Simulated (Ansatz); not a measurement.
V: pressure against volume scale

All results are calculated (Ansatz 0.2.0). Periodic Kohn-Sham DFT of a crystal at fixed atoms, scaled to volume_scale times the given cell; pressure positive in compression, energy less spherical unpolarised free atoms, largest_vzz the field gradient of largest size among the nuclei.

The cell before it is scaled or strained (space group Im-3m, No. 229):
```
cell vectors (Å)
  -1.5130     1.5130     1.5130
   1.5130    -1.5130     1.5130
   1.5130     1.5130    -1.5130
atoms (fractions of the cell vectors)
V   0.00000  0.00000  0.00000
```

Settings of every row: method all-electron PAW; functional PBEsol; relativity scalar; k mesh 19x19x19; filling fermi-dirac; smearing width 0.03 eV; nucleus gaussian.

Atom:
| element | start moment (bohr magneton) |
| --- | --- |
| V | 1.5 |

| row | volume scale | V (Å³/atom) | pressure (GPa) |
| --- | --- | --- | --- |
| 1 | 0.94 | 13.023 | -1.316 |
| 2 | 0.96 | 13.3 | ? |
| 3 | 0.98 | 13.577 | -8.692 |
| 4 | 0.99 | 13.716 | -10.308 |
| 5 | 1 | 13.854 | -11.843 |
| 6 | 1.01 | 13.993 | -13.302 |
| 7 | 1.02 | 14.131 | -14.687 |
| 8 | 1.04 | 14.408 | -17.251 |
| 9 | 1.06 | 14.685 | -19.562 |

Cell moment is 0 bohr magneton in every row.

Question: what pressure should row 2 give?

Worked fit of pressure. Take u = (V_r/V)^(2/3) − 1 with V_r = 13.924 Å³ an atom, which is twice the finite (Eulerian) strain; such expansions in the strain, on which the Birch-Murnaghan equation of state is built, carry the rest volume and the bulk modulus. The shown rows have u = 0.04561, 0.01697, 0.01008, 0.00337, -0.00329, -0.00979, -0.02252, -0.03485. Least squares give pressure = −12.5897 + 220.358 × u + 586.44 × u² GPa; a straight line predicts inner rows, each left out in turn, worse (root mean square 0.3 against 0.0073 GPa). The rows lie off it by 0.003, -0.011, 0.001, -0.003, 0.006, 0.004, 0.004, -0.005 (root mean square 0.0054 GPa). The withheld row has u = 0.03104, so the fit gives −12.5897 + 220.358 × (0.03104) + 586.44 × (0.03104)² = -5.185 GPa.

The calculation gave -5.198 GPa. The fit lies 0.013 GPa (0.071 % of the column's range) above it; its largest miss of a shown row is 0.011 GPa.
